**6s against 5d in excited configurations of Tm²⁺**

The table holds total energies and highest occupied eigenvalues of eight configurations of Tm²⁺ from spherical, spin-polarised, scalar-relativistic LDA-VWN5 calculations with Quantum ESPRESSO ld1.x, two of them with fractional occupations. The program tests an energy quadratic in the occupations through Janak's theorem, and a point-charge model in which the shift of the 4f level scales with the mean 1/r of the outer orbital; orbital energies, radii and Slater integrals are typed in from the same runs. Averaged eigenvalue gaps reproduce two transfer energies to 0.002 and 0.097 eV and place 4f¹³ near −1.65 eV by estimate. One fitted factor, 0.625, describes four 4f level shifts to within 0.09 eV. Removing a 4f electron favours 5d over 6s by 2.7 to 3.2 eV, which turns the 0.61 eV lead of 6s on 4f¹² into a 1.87 eV lead of 5d6s over 6s² on 4f¹¹, with a remainder of a few tenths of an eV from the second outer electron and spin.

All-electron Kohn–Sham calculations for the Tm²⁺ ion (Z = 69) with Quantum ESPRESSO 7.5 (ld1.x), using scalar-relativistic, spin-polarised LDA (Slater exchange, VWN5 correlation), spherical densities and a point nucleus. Energies are differences between self-consistent total energies, and the highest eigenvalue is that of the highest occupied level.

## Analysis program

```python
# Table: total energies (eV above the lowest listed) and highest eigenvalues of Tm2+ configurations,
# Quantum ESPRESSO ld1.x, spherical spin-polarised scalar-relativistic LDA-VWN5.
# Tested: energy quadratic in occupations (Janak), 4f-outer coupling versus mean 1/r, 6s/5d order.
T = {
    'configuration': ['[Xe] (4f up)7 (4f down)5.5 (6s up)0.5', '[Xe] (4f up)7 (4f down)5 (6s up)1', '[Xe] (4f up)7 (4f down)5 (5d up)1', '[Xe] (4f up)7 (4f down)5 (6p up)1', '[Xe] (4f up)7 (4f down)4 (5d up)1 (6s up)1', '[Xe] (4f up)7 (4f down)4 6s2', '[Xe] (4f up)7 (4f down)4 (5d up)1 (6p up)1', '[Xe] (4f up)7 (4f down)3.5 (5d up)1 (6s up)1 (6p up)0.5'],
    'above_lowest': [0.0, 3.273, 3.885, 8.549, 14.242, 16.114, 19.885, 25.274],  # eV
    'second_highest_eigenvalue': [None, -17.928, -15.77, -13.358, -18.896, -19.421, -13.962, -14.347],  # eV
    'second_highest_level': [None, '6s up', '5d up', '6p up', '6s up', '6s down', '6p up', '6p up'],
}
import numpy as np
from scipy.constants import physical_constants as pc
Ha = pc['Hartree energy in eV'][0]
E = T['above_lowest']; h = T['second_highest_eigenvalue']
# rows: 0 f12.5 s0.5, 1 f12 s, 2 f12 d, 3 f12 p, 4 f11 ds, 5 f11 s2, 6 f11 dp, 7 f10.5 d s p0.5
# typed from further outputs of the same runs (eV; mean 1/r in 1/bohr; radii in bohr)
fd = [-21.61797, -26.08474, -23.42301, -27.45278, -32.92439, -36.11189, -34.25885, -38.7528]
s_up0, s_dn1, s_up5, d_up4, d_dn4 = -16.69072, -16.89961, -19.56236, -19.53182, -18.03867
pairs = [('4f12: 5d vs 6s', 2, 1, 0.5676502, 0.409827), ('4f12: 6s vs 6p', 1, 3, 0.409827, 0.3344609),
         ('4f11: 5d vs 6s down', 4, 5, 0.619819, 0.4303762), ('4f11: 6s vs 6p', 4, 6, 0.424487, 0.3485837)]
rd2, rd4 = 2.258883, 2.073197
F0ff, F0sf, G3, F2, F4, F6 = 35.48759, 10.84496, 0.4149512, 16.89373, 10.60358, 7.629575  # 6s2 row
a, b = E[2]-E[1], E[4]-E[5]
print('Energies in eV; rounding of a table difference is 0.001')
print(f'4f12: E(5d)-E(6s) = {a:+.3f}, difference of the two highest eigenvalues {h[2]-h[1]:+.3f}')
print(f'4f12: E(6p)-E(6s) = {E[3]-E[1]:+.3f}, difference of the two highest eigenvalues {h[3]-h[1]:+.3f}')
print(f'4f11: E(5d6s)-E(6s2) = {b:+.3f}; change from 4f12 to 4f11 = {b-a:+.3f}')
print(f'4f11 5d6s: 5d up minus 6s up level = {d_up4-h[4]:+.3f}')
print('Janak tests (gap averaged over both ends of the transfer)')
g0, g1 = s_up0-fd[0], h[1]-fd[1]
t1 = 0.25*(g0+g1); t2 = 0.5*((s_dn1-fd[1])+(h[5]-fd[5]))
print(f'  6s up - 4f down gap: {g0:.3f} at 4f12.5, {g1:.3f} at 4f12, slope {2*(g1-g0):.2f} per electron')
print(f'  half electron 4f->6s up: model {t1:.3f}, table {E[1]-E[0]:.3f}, error {t1-E[1]+E[0]:+.3f}')
print(f'  one electron 4f->6s down: model {t2:.3f}, table {E[5]-E[1]:.3f}, error {t2-E[5]+E[1]:+.3f}')
m = (h[6]-h[3])-(h[4]-h[1]); o = (E[6]-E[4])-(E[3]-E[1])
print(f'  4f->5d shifts 6s up by {h[4]-h[1]:+.3f}, 6p up by {h[6]-h[3]:+.3f}')
print(f'  6s->6p cost {E[3]-E[1]:.3f} -> {E[6]-E[4]:.3f}; change: table {o:.3f}, from levels {m:.3f}')
E13 = E[1]-g0
print(f'Estimated 4f13 (not a row): {E13:+.2f}; gap extrapolated to 4f13 {2*g0-g1:+.2f}')
print(f'  above it: 4f12 6s {E[1]-E13:.2f}, 5d {E[2]-E13:.2f}, 6p {E[3]-E13:.2f}')
print(f'  half-way row lies {0.5*(E13+E[1])-E[0]:.2f} below the straight line between the ends')
print(f'Next 4f removal: to 5d {E[4]-E[1]:.3f} (6s kept), {E[6]-E[3]:.3f} (6p kept); to 6s up {E[4]-E[2]:.3f} (5d kept)')
print(f'  rise over the first removal {E[4]-E[1]-(E[2]-E13):.2f}')
sl = 2*(fd[0]-fd[1])
print(f'4f down deepens {sl:.2f} per electron moved to 6s; bare F0(ff)-F0(sf) {F0ff-F0sf:.2f}; ratio {sl/(F0ff-F0sf):.2f}')
x = np.array([(p[3]-p[4])*Ha for p in pairs]); y = np.array([fd[p[1]]-fd[p[2]] for p in pairs])
k = x@y/(x@x)
print(f'4f-down level shift = k * difference of mean 1/r; fitted k = {k:.3f}')
for p, xi, yi in zip(pairs, x, y):
    print(f'  {p[0]}: shift {yi:.3f}, bare {xi:.3f}, ratio {yi/xi:.2f}, residual {yi-k*xi:+.3f}')
print(f'  worst pair: {pairs[int(np.argmax(abs(y-k*x)))][0]}')
u = 0.5*(y[0]+y[2])
print(f'Removing one 4f favours 5d over 6s by {y[0]:.2f} to {y[2]:.2f} (mean {u:.2f})')
print(f'  5d-6s from this term alone {a-y[0]:+.2f} to {a-y[2]:+.2f}; table {b:+.2f}')
print(f'  remainder (extra 6s electron and spin) {b-a+y[0]:+.2f} to {b-a+y[2]:+.2f}')
print(f'  4f loss that cancels the 4f12 order: {a/y[0]:.2f} electron')
print(f'5d mean radius {rd2:.2f} -> {rd4:.2f} bohr ({100*(rd4/rd2-1):+.1f} %)')
w = d_dn4-d_up4
print(f'5d up-down splitting in 5d6s {w:.2f}; margin left if all of it were lost {-b-w:.2f}')
print(f'6s splitting in 6s2 {h[5]-s_up5:.3f} = {(h[5]-s_up5)/3:.3f} per unpaired 4f; G3/7 = {G3/7:.3f}')
f = np.array([F2/225, F4/1089, 25*F6/184041])
trip = np.array([[-25, -51, -13], [-10, -33, -286], [45, 33, -1287]])@f  # 3H, 3F, 3P of two f holes
print(f'3H below the triplet mean of 4f12 (bare integrals of the 6s2 row): about {trip@[11,7,3]/21-trip[0]:.0f}')
assert a > 0 > b
assert abs(t1-E[1]+E[0]) < 0.05 and abs(m-o) < 0.05
assert y[0] > a and w < -b
assert max(E[1:4]) < min(E[4:7]) and 0 < k < 1
```

Output:

```
Energies in eV; rounding of a table difference is 0.001
4f12: E(5d)-E(6s) = +0.612, difference of the two highest eigenvalues +2.158
4f12: E(6p)-E(6s) = +5.276, difference of the two highest eigenvalues +4.570
4f11: E(5d6s)-E(6s2) = -1.872; change from 4f12 to 4f11 = -2.484
4f11 5d6s: 5d up minus 6s up level = -0.636
Janak tests (gap averaged over both ends of the transfer)
  6s up - 4f down gap: 4.927 at 4f12.5, 8.157 at 4f12, slope 6.46 per electron
  half electron 4f->6s up: model 3.271, table 3.273, error -0.002
  one electron 4f->6s down: model 12.938, table 12.841, error +0.097
  4f->5d shifts 6s up by -0.968, 6p up by -0.604
  6s->6p cost 5.276 -> 5.643; change: table 0.367, from levels 0.364
Estimated 4f13 (not a row): -1.65; gap extrapolated to 4f13 +1.70
  above it: 4f12 6s 4.93, 5d 5.54, 6p 10.20
  half-way row lies 0.81 below the straight line between the ends
Next 4f removal: to 5d 10.969 (6s kept), 11.336 (6p kept); to 6s up 10.357 (5d kept)
  rise over the first removal 5.43
4f down deepens 8.93 per electron moved to 6s; bare F0(ff)-F0(sf) 24.64; ratio 0.36
4f-down level shift = k * difference of mean 1/r; fitted k = 0.625
  4f12: 5d vs 6s: shift 2.662, bare 4.295, ratio 0.62, residual -0.022
  4f12: 6s vs 6p: shift 1.368, bare 2.051, ratio 0.67, residual +0.087
  4f11: 5d vs 6s down: shift 3.188, bare 5.155, ratio 0.62, residual -0.034
  4f11: 6s vs 6p: shift 1.334, bare 2.065, ratio 0.65, residual +0.044
  worst pair: 4f12: 6s vs 6p
Removing one 4f favours 5d over 6s by 2.66 to 3.19 (mean 2.92)
  5d-6s from this term alone -2.05 to -2.58; table -1.87
  remainder (extra 6s electron and spin) +0.18 to +0.70
  4f loss that cancels the 4f12 order: 0.23 electron
5d mean radius 2.26 -> 2.07 bohr (-8.2 %)
5d up-down splitting in 5d6s 1.49; margin left if all of it were lost 0.38
6s splitting in 6s2 0.141 = 0.047 per unpaired 4f; G3/7 = 0.059
3H below the triplet mean of 4f12 (bare integrals of the 6s2 row): about 1
```
